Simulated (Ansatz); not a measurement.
**La on a B site in GdNi2B2C, calculated**

Level of theory: PBEsol, collinear spin, scalar-relativistic; Ansatz, plane waves to 420 eV (PAW set soft_2), k-mesh 5×5×5.

The relaxed host crystal (no gap at this level of theory):

```yaml
crystal:
  lattice:
    - [-1.77053, 1.77053, 5.10196]
    - [1.77053, -1.77053, 5.10196]
    - [1.77053, 1.77053, -5.10196]
  atoms:
    - { symbol: B, position: [0.35355, 0.35355, 0.00000] }
    - { symbol: B, position: [0.64645, 0.64645, 0.00000] }
    - { symbol: C, position: [0.50000, 0.50000, 0.00000] }
    - { symbol: Gd, position: [0.00000, 0.00000, 0.00000] }
    - { symbol: Ni, position: [0.75000, 0.25000, 0.50000] }
    - { symbol: Ni, position: [0.25000, 0.75000, 0.50000] }
```

Supercell of 18 atoms, rows of the matrix [[1,1,2],[1,1,1],[-1,2,1]] times the cell vectors; La on a B site at (0.354, 0.354, 0.000) in fractions of the cell above. Atoms are relaxed at the host's cell, from a start shaken by 0.05 Å near the defect. The cell loses 1 of its 6 B, so this is a heavily doped crystal.

Distances from the La atom (Å), by shell of the perfect crystal:

| shell | perfect crystal | relaxed, charge 0 |
| --- | --- | --- |
| 4 Ni | 2.06 | 2.39 |

The largest move of an atom from its ideal place is 0.9 Å, so the cell rearranged and didn't merely relax.

```csv
charge,moment of the cell (μB),moment on La (μB),4f electrons on La,gap of the cell on the mesh (eV)
0,20.91,0.00,0.5,0.00
```

No formation energy is given, since most atoms moved, by that rearrangement or by a distortion of the host itself.

Relaxed cell at charge 0:

```
GdNi2B2C La_B charge 0
1.0
     3.5411    3.5411    0.0000
     1.7705    1.7705    5.1020
     7.0821   -3.5411    0.0000
La B C Gd Ni
1 5 3 3 6
Direct
  0.6932 0.7032 0.0007
  0.9639 0.7009 0.3397
  0.3027 0.7009 0.6620
  0.4284 0.3700 0.0009
  0.6937 0.2677 0.3452
  0.0381 0.2676 0.6564
  0.3287 0.1587 0.0009
  0.8016 0.9858 0.3338
  0.1345 0.9857 0.6678
  0.9774 0.0210 0.0008
  0.3054 0.9927 0.3494
  0.6540 0.9927 0.6522
  0.1871 0.4219 0.8154
  0.4064 0.5007 0.2179
  0.7319 0.4968 0.4867
  0.0015 0.4221 0.1863
  0.2178 0.4967 0.5149
  0.6235 0.5005 0.7837
```

Caveats: Gd without a U keeps its half-filled shell, but its 4f levels lie too near the Fermi level; open f or d shells may hold a state above the lowest; most atoms moved far, the host may distort by itself; small supercell, so energies and levels can be off by tenths of an eV; one random start near the defect, so other minima are possible.

Lanthanum is far too large for the boron site. The four Ni neighbours retreat from 2.06 to 2.39 Å, yet this is still very short for a La-Ni contact, so the site remains strongly compressed. La also cannot replace the covalent B-C bond that boron formed along the axis of the B-C-B unit. In the relaxed coordinates the carbon has moved away from La, while its bond to the remaining boron survives but tilts strongly off that axis.

The cell moment of 20.91 μB matches three half-filled Gd 4f shells aligned in parallel. The real compound orders antiferromagnetically with a modulated structure, which a cell this small cannot hold, so the parallel order says nothing about the magnetic ground state. La carries no moment, as expected for a trivalent ion with an empty 4f shell; its 0.5 f electrons probably reflect hybridisation and neighbouring orbital tails rather than a localised electron. Chemically, La should strongly prefer the Gd site, a competition not tested here.
